## Appendix: The Kull quasi-saturation equation for a p-type epitaxial collector

### A.1 Geometry and conventions

A vertical pnp transistor has an n-type base, a lightly doped p-type epitaxial collector of thickness $W_C$, uniform acceptor density $N$ and area $A$, and a heavily doped p$^+$ buried layer below it. The coordinate $x$ runs from the collector-side edge of the base–collector transition region ($x=0$) to the epilayer side of the p/p$^+$ transition ($x=W_C$). The current $I=AJ$ is positive when holes flow in the $+x$ direction, as in forward operation of the pnp. Quasi-saturation is the regime in which the voltage drop across the epilayer forward-biases the internal junction at $x=0$ while the junction voltage seen from the buried layer is still reverse or only weakly forward. The relation derived here was introduced for circuit modelling by Kull and co-workers in 1985.

With $q>0$ the elementary charge, $V_T=k_BT/q$, $\psi$ the electrostatic potential referred to the intrinsic level and $E=-\psi'$ (a prime denotes $d/dx$), the quasi-Fermi potentials $\phi_p,\phi_n$ are defined by

$$p=n_i e^{(\phi_p-\psi)/V_T},\qquad n=n_i e^{(\psi-\phi_n)/V_T},\qquad np=n_i^2e^{V/V_T},\qquad V\equiv\phi_p-\phi_n. \tag{A1}$$

The splitting $V$ is positive for forward bias, and $V_0=V(0)$, $V_W=V(W_C)$. For an npn device the derivation holds with $n\leftrightarrow p$, $\mu_p\leftrightarrow\mu_n$, $N$ the donor density, the same definition of $V$, and $I$ counted positive for electron flow towards the buried layer.

### A.2 Premises

1. Steady state, one-dimensional flow, uniform temperature.
2. Boltzmann statistics, full ionisation, uniform $N$ and $n_i$.
3. Drift–diffusion transport with constant hole mobility $\mu_p$ and $D_p=\mu_pV_T$.
4. Quasi-neutrality in $0\le x\le W_C$: $p=n+N$.
5. No electron current in the epilayer: recombination is negligible, and the p/p$^+$ transition reflects electrons.

Inserting (A1) into $J_p=q\mu_p pE-qD_pp'$ and $J_n=q\mu_n nE+qD_nn'$ cancels the terms in $\psi'$ and leaves

$$J_p=-q\mu_p\,p\,\phi_p',\qquad J_n=-q\mu_n\,n\,\phi_n'. \tag{A2}$$

Premise 5 makes $\phi_n$ flat, so that $\phi_p'=V'$, and makes $J_p=J$ independent of $x$. With $J_n=0$ the level $\phi_n$ is also flat through the base–collector transition and equals the internal base potential. The level $\phi_p$ changes little across the p/p$^+$ transition, where holes are accumulated, so $\phi_p(W_C)$ is the potential of the buried layer. Hence $V_W=V_{CB}$, the collector-minus-base voltage with the series drops in the base and in the buried layer removed. The voltage $V_0$ is the bias of the internal junction.

### A.3 Carrier densities

Premise 4 and the product in (A1) give $n^2+Nn-n_i^2e^{V/V_T}=0$. The positive root is

$$n=\frac N2(K-1),\qquad p=\frac N2(K+1),\qquad K=\sqrt{1+\gamma e^{V/V_T}},\qquad \gamma=\left(\frac{2n_i}{N}\right)^2. \tag{A3}$$

Thus $K=(n+p)/N>1$. Low injection is $K-1\ll1$, and $n=N$ corresponds to $K=3$. Taking the logarithm of $K^2-1=\gamma e^{V/V_T}$ and differentiating,

$$\frac{V}{V_T}=\ln(K-1)+\ln(K+1)-\ln\gamma,\qquad dV=V_T\frac{2K\,dK}{K^2-1}. \tag{A4}$$

### A.4 Integration of the hole current

Since $J$ is constant, integration of $J=-q\mu_p\,p\,V'$ from $0$ to $W_C$ gives

$$JW_C=q\mu_p\int_{V_W}^{V_0}p\,dV=q\mu_p\left[N(V_0-V_W)+\int_{V_W}^{V_0}n\,dV\right], \tag{A5}$$

where $p=N+n$ has been used. By (A3) and (A4),

$$n\,dV=\frac N2(K-1)\,V_T\frac{2K\,dK}{K^2-1}=NV_T\frac{K\,dK}{K+1}=NV_T\,d\left[K-\ln(1+K)\right]. \tag{A6}$$

Dividing (A5) by $q\mu_pN$ and using $JW_C/(q\mu_pN)=IR_{CO}$ yields the Kull equation

$$\boxed{\,IR_{CO}=V_T\left[K_0-K_W-\ln\frac{1+K_0}{1+K_W}\right]+V_0-V_W,\qquad R_{CO}=\frac{W_C}{q\mu_pNA}\,} \tag{A7}$$

with $K_0=K(V_0)$ and $K_W=K(V_W)$. Here $R_{CO}$ is the resistance of the unmodulated layer, and the mobility in it is that of the majority carrier, the hole. The bracket is the current carried by the extra holes that neutralise the injected electrons. It is called the modulation term below. The intrinsic transistor supplies a second relation between $I$, the emitter–base voltage and $V_0$, and the two together fix the internal node.

Eliminating $V_0-V_W$ with (A4) removes the terms $\ln(1+K)$:

$$\frac{IR_{CO}}{V_T}=\mathcal F(K_0)-\mathcal F(K_W),\qquad \mathcal F(K)=K+\ln(K-1). \tag{A8}$$

$\mathcal F$ rises monotonically from $-\infty$ to $+\infty$ on $K>1$, so each pair $(I,V_W)$ has exactly one $V_0$. With $\Phi=IR_{CO}/V_T+\mathcal F(K_W)$ and $m=K_0-1$, (A8) reads $me^m=e^{\Phi-1}$, so that $K_0=1+\mathcal W(e^{\Phi-1})$, where $\mathcal W$ is the principal branch of the Lambert function.

### A.5 Force-balance form and the neglected terms

A second route shows what premises 4 and 5 discard. The two transport equations, written as force balances per unit volume, are

$$qpE-k_BT\,p'=\frac{J_p}{\mu_p},\qquad -qnE-k_BT\,n'=-\frac{J_n}{\mu_n}. \tag{A9}$$

Poisson's equation is $q(p-n)=qN+\varepsilon E'$. Adding the two balances,

$$qNE+\left(\tfrac12\varepsilon E^2\right)'-k_BT\,(n+p)'=\frac{J_p}{\mu_p}-\frac{J_n}{\mu_n}. \tag{A10}$$

The total current density $J=J_p+J_n$ is constant, so the average over the layer obeys $\langle J_p\rangle=J-\langle J_n\rangle$. We integrate (A10) over the layer, divide by $qN$, and impose neutrality only at the two end planes, where $n+p=NK$:

$$IR_{CO}=V_T(K_0-K_W)+\psi_0-\psi_W+\frac{\varepsilon\,(E_W^2-E_0^2)}{2qN}+\left(1+\frac{\mu_p}{\mu_n}\right)A\langle J_n\rangle R_{CO}. \tag{A11}$$

From (A1) and (A3), $\psi=\phi_p-V_T\ln(p/n_i)$, so

$$\psi_0-\psi_W=\phi_p(0)-\phi_p(W_C)-V_T\ln\frac{1+K_0}{1+K_W}. \tag{A12}$$

Without its last two terms and with flat $\phi_n$, (A11) is (A7). The equation states that the friction of the holes is balanced by the carrier-pressure difference and by the electric force on the net mobile charge $qN$. Three conclusions follow.

First, the electron level need not be flat where electrons are scarce. In (A12), $\phi_p(0)$ is $V_0$ plus the base potential and $\phi_p(W_C)$ is the buried-layer potential, so the difference is $V_0-V_{CB}$ whatever $\phi_n$ does inside the layer. The true splitting at $W_C$ enters only through $K_W$. Under reverse bias, thermal generation holds $n$ near the buried layer above the minute value implied by a flat level, yet $K_W$ stays indistinguishable from 1, and (A7) holds with $V_W=V_{CB}$.

Second, momentum-conserving electron–hole scattering adds a force density $+f$ to the right side of the first balance in (A9) and $-f$ to that of the second, which cancel in (A10). For $K_W\approx1$ the terminal relation (A7) then survives with $\mu_p$ set by lattice and impurity scattering, although the internal profile changes.

Third, the two discarded terms are explicit voltages that can be evaluated from the zero-order solution, as done in A.7.

### A.6 Consequences

**Profile and field.** Applying (A8) between $0$ and $x$ gives

$$\mathcal F(K(x))=\mathcal F(K_0)-\frac x\ell,\qquad K'=-\frac{K-1}{\ell K},\qquad \ell=\frac{V_T}{E_\Omega},\qquad E_\Omega=\frac{J}{q\mu_pN}. \tag{A13}$$

For $K\gg1$ the density falls linearly, and for $K-1\ll1$ it decays as $e^{-x/\ell}$. Flat $\phi_n$ implies $E=-V_Tn'/n=-V_TK'/(K-1)=E_\Omega/K$, so the field is reduced by the factor $K$ in the injected region and reaches the ohmic value $E_\Omega$ beyond it.

**Limits.** For $K-1\ll1$ at both ends, $K-\ln(1+K)$ changes by half the change of $K$, so $IR_{CO}\approx V_0-V_W+V_T(n_0-n_W)/N$, which is Ohm's law with a small correction. For $K\gg1$ at both ends, (A8) is dominated by $K_0-K_W\approx2(p_0-p_W)/N$, and $I\approx2qAD_p(p_0-p_W)/W_C$: drift and diffusion contribute equally, as in a highly injected base.

**Conductances.** Differentiating (A5) with respect to its limits,

$$\frac{\partial I}{\partial V_0}=\frac{1+K_0}{2R_{CO}},\qquad \frac{\partial I}{\partial V_W}=-\frac{1+K_W}{2R_{CO}},\qquad \left.\frac{dV_0}{dV_W}\right|_I=\frac{1+K_W}{1+K_0}. \tag{A14}$$

The current changes sign when the two ends are exchanged.

**Injection width.** From $dx=-(q\mu_p/J)\,p\,dV$ and (A6),

$$x_i\equiv\int_0^{W_C}\frac np\,dx=W_C\,\frac{V_T}{IR_{CO}}\left[K_0-K_W-\ln\frac{1+K_0}{1+K_W}\right], \tag{A15}$$

and (A7) becomes $V_0-V_W=IR_{CO}(1-x_i/W_C)$. The layer acts as a resistance-free part of width $x_i$ in series with an ohmic part of width $W_C-x_i$.

**Stored charge.** The same substitution with $np=N^2(K^2-1)/4$ and (A4) gives $np\,dV=N^2V_TK\,dK/2$, hence for the magnitude of the electron charge

$$Q=qA\int_0^{W_C}n\,dx=\frac{(qAN)^2D_p\,(K_0^2-K_W^2)}{4I}. \tag{A16}$$

For $K_0\gg1$, $K_W\approx1$ and logarithms neglected against $K_0$, $x_i\to qAND_pK_0/I$ and $Q/I\to x_i^2/(4D_p)$. At fixed $V_W$, (A8) gives $dK_0/dI=(R_{CO}/V_T)(K_0-1)/K_0$, and for $K_W\approx1$

$$\left.\frac{dQ}{dI}\right|_{V_W}=\frac QI\left[\frac{2IR_{CO}}{V_T(1+K_0)}-1\right]. \tag{A17}$$

### A.7 Range of validity

**Space charge.** From $E=E_\Omega/K$ and (A13), $\varepsilon E'/(qN)=(L_D/\ell)^2(K-1)/K^3$ with the Debye length $L_D=\sqrt{\varepsilon V_T/(qN)}$. The maximum lies at $K=3/2$ and equals $\tfrac4{27}(L_D/\ell)^2$. The integrated effect in (A11) is at most $\varepsilon E_\Omega^2/(2qN)$. Both are small for $L_D\lesssim\ell$.

**End planes.** The accumulation layer at the p/p$^+$ transition extends over a distance of order $L_D$, which leaves the ohmic drop uncertain by about $E_\Omega L_D$. When the internal junction is not forward-biased into injection, a depletion layer of width $\sqrt{2\varepsilon(V_{bi}-V_0)/(qN)}$, with $V_{bi}=V_T\ln(N_DN/n_i^2)$ for an abrupt junction with base doping $N_D\gg N$, occupies part of the epilayer, and $W_C$ must be reduced by it. The equation fails when the layer is largely depleted. Low injection in the base itself requires $n_0\ll N_D$.

**Recombination.** For a rate $n/\tau$ and $J_n(W_C)=0$, the continuity equation $J_n'=qn/\tau$ gives $J_n(x)=-(q/\tau)\int_x^{W_C}n\,dx'$. Exchanging the order of integration, $A\langle J_n\rangle=-(Q/\tau)(\bar x/W_C)$, where $\bar x$ is the centroid of the electron profile. The relative size of the last term in (A11) is $(1+\mu_p/\mu_n)(Q/I\tau)(\bar x/W_C)$. The current $Q/\tau$ is drawn from the base. When $K_W$ is large, electron injection into the buried layer adds to it.

**Velocity saturation.** Take the empirical law $v=\mu_pE/(1+\mu_pE/v_s)$. In the ohmic part $p=N$ and $v=J/(qN)$, so $E=E_\Omega/(1-I/I_s)$ with $I_s=qNv_sA$. For a fully ohmic layer this inverts to $I=(V_0-V_W)/\{R_{CO}[1+(V_0-V_W)/V_O]\}$ with $V_O=I_sR_{CO}=v_sW_C/\mu_p$. In quasi-saturation the field is high only in the ohmic part, and an estimate follows from scaling that part alone:

$$V_0-V_W\approx\frac{IR_{CO}(1-x_i/W_C)}{1-I/I_s}. \tag{A18}$$

Equation (A7) needs $I\ll I_s$ and, more strictly, an extra drop $(V_0-V_W)\,I/(I_s-I)$ small against the modulation term. Near $I_s$ neutrality is lost and the current becomes space-charge controlled.

**Other conditions.** Lateral dimensions of the active area must exceed $W_C$, or current spreading lowers the resistance. Boltzmann statistics need $E_g-qV_0\gg k_BT$ with both levels well inside the gap. The stored charge follows the bias only at angular frequencies small compared with $4D_p/x_i^2$. Because $n_i$ appears only in $\gamma e^{V/V_T}$, a change $n_i\to n_i(1+\delta)$ is equivalent to shifting $V_0$ and $V_W$ together by $2V_T\ln(1+\delta)$.

### A.8 Numerical illustration: silicon vertical pnp

The design inputs are $T=300$ K, $N=1.0\times10^{21}$ m$^{-3}$, $W_C=20$ µm, $A=1.0\times10^{-7}$ m$^2$, $N_D=1.0\times10^{23}$ m$^{-3}$, $I=50$ mA and $V_W=-0.30$ V. Typical values taken as given are $\mu_p=0.045$ m$^2$/(V s), $\mu_n=0.13$ m$^2$/(V s), $n_i=1.0\times10^{16}$ m$^{-3}$, $v_s=8\times10^4$ m/s for holes and $\tau=1$ µs. Measured values are the static dielectric constant 11.7 (300 K, as listed by the Ioffe Institute), the band gap 1.12 eV (300 K, as listed by Wing 2021) and the thermal conductivity 130 W/(m K) (temperature not stated, as listed by the Ioffe Institute). Intermediate results are carried unrounded.

**Solution of (A7).** One finds $V_T=25.85$ mV, $R_{CO}=27.74$ Ω, $\gamma=4.0\times10^{-10}$, $IR_{CO}=1.387$ V and $IR_{CO}/V_T=53.65$. At the buried layer $K_W-1=1.8\times10^{-15}$ and $\ln(K_W-1)=-33.94$, so $\Phi=20.71$. The root of $\mathcal F(K_0)=\Phi$ is $K_0=17.9$, which gives $n_0=8.4\times10^{21}$ m$^{-3}$, $p_0=9.4\times10^{21}$ m$^{-3}$ and, by (A4), $V_0=0.708$ V. The internal junction is strongly forward-biased while the outer one is reverse-biased. The 1.387 V divide into a modulation term of 0.379 V and $V_0-V_W=1.008$ V. Ohm's law alone would have required $V_0=1.087$ V. The effective resistance $(V_0-V_W)/I$ is 20.2 Ω, and $dV_0/dV_W=0.106$.

The injection width is $x_i=5.46$ µm, or 0.273 of the layer. The electron density falls to $N$ at $x=6.3$ µm and further out decays with $\ell=0.373$ µm in a field approaching $E_\Omega=6.9\times10^4$ V/m. The stored charge is $Q=0.476$ nC, with $Q/I=9.5$ ns and $dQ/dI=45$ ns.

**Role of the low mobility.** Defining onset by $n_0=N$, (A4) gives $V_0=0.613$ V and (A8) gives $I=34$ mA at the same $V_W$. An n-type layer of equal doping and size with mobility $\mu_n$ has $R_{CO}=9.6$ Ω, reaches onset at 99 mA, and at 50 mA has $V_0=0.18$ V, far from injection. At given voltages (A7) makes $I/I_s$ proportional to $\mu_p/(v_sW_C)$. Here $I_s=1.28$ A, $V_O=35.6$ V and onset occurs at $0.027\,I_s$, so the low mobility both brings quasi-saturation to lower current and keeps it within the low-field regime.

**Size of the neglected terms**, to be compared with the modulation term of 0.379 V:

| Neglected effect | Measure | Voltage |
|---|---|---|
| Space charge | $L_D=0.129$ µm, peak $\varepsilon E'/(qN)=0.018$ | at most 1.6 mV |
| End plane at $W_C$ | $E_\Omega L_D$ | of order 9 mV |
| Recombination | $Q/I\tau=0.95\,\%$, $\bar x=2.4$ µm, factor 1.35, total 0.15 % | 2.1 mV |
| Velocity saturation | $I/I_s=0.039$ | 41 mV |

Velocity saturation is the largest, at 11 % of the modulation term. Solving (A18) together with (A15) raises $K_0$ to 19.3, an increase of 8 %, raises $V_0$ by only 4.0 mV, and through $K_0^2-1$ in (A16) raises $Q$ by 17 %. The digits above are those of equation (A7). As statements about the device with these inputs, $V_0$ holds to a few millivolts, $K_0$ and $x_i$ to about one part in ten, and $Q$ to about one part in five. The recombination current $Q/\tau=0.48$ mA hardly affects (A7), but it adds to the base current and lowers the current gain.

The inputs carry their own uncertainty. A 10 % change of $R_{CO}$, through $\mu_p$, $N$ or $W_C$, moves $IR_{CO}$ by 0.14 V, more than any entry in the table, whereas a 10 % rise of $n_i$ is equivalent to 4.9 mV. With $n_i^2\propto T^3e^{-E_g/k_BT}$ and the gap held constant, $d\ln\gamma/dT=(3+E_g/k_BT)/T=0.15$ K$^{-1}$. The dissipation in the layer is of order $I(V_0-V_W)$, and if all of it crossed the whole layer the temperature difference would be $J(V_0-V_W)W_C/\kappa=0.078$ K, with $\kappa$ the thermal conductivity. The layer is therefore isothermal, although its absolute temperature depends on the mounting. The margin $E_g-qV_0$ is $15.9\,k_BT$, shared about equally between the two band edges because $n_0\approx p_0$, which justifies Boltzmann statistics. At lower currents, where $V_0$ passes through zero, $V_{bi}=0.714$ V gives a depletion width of 0.96 µm, and $R_{CO}$ must there be reduced by 4.8 %.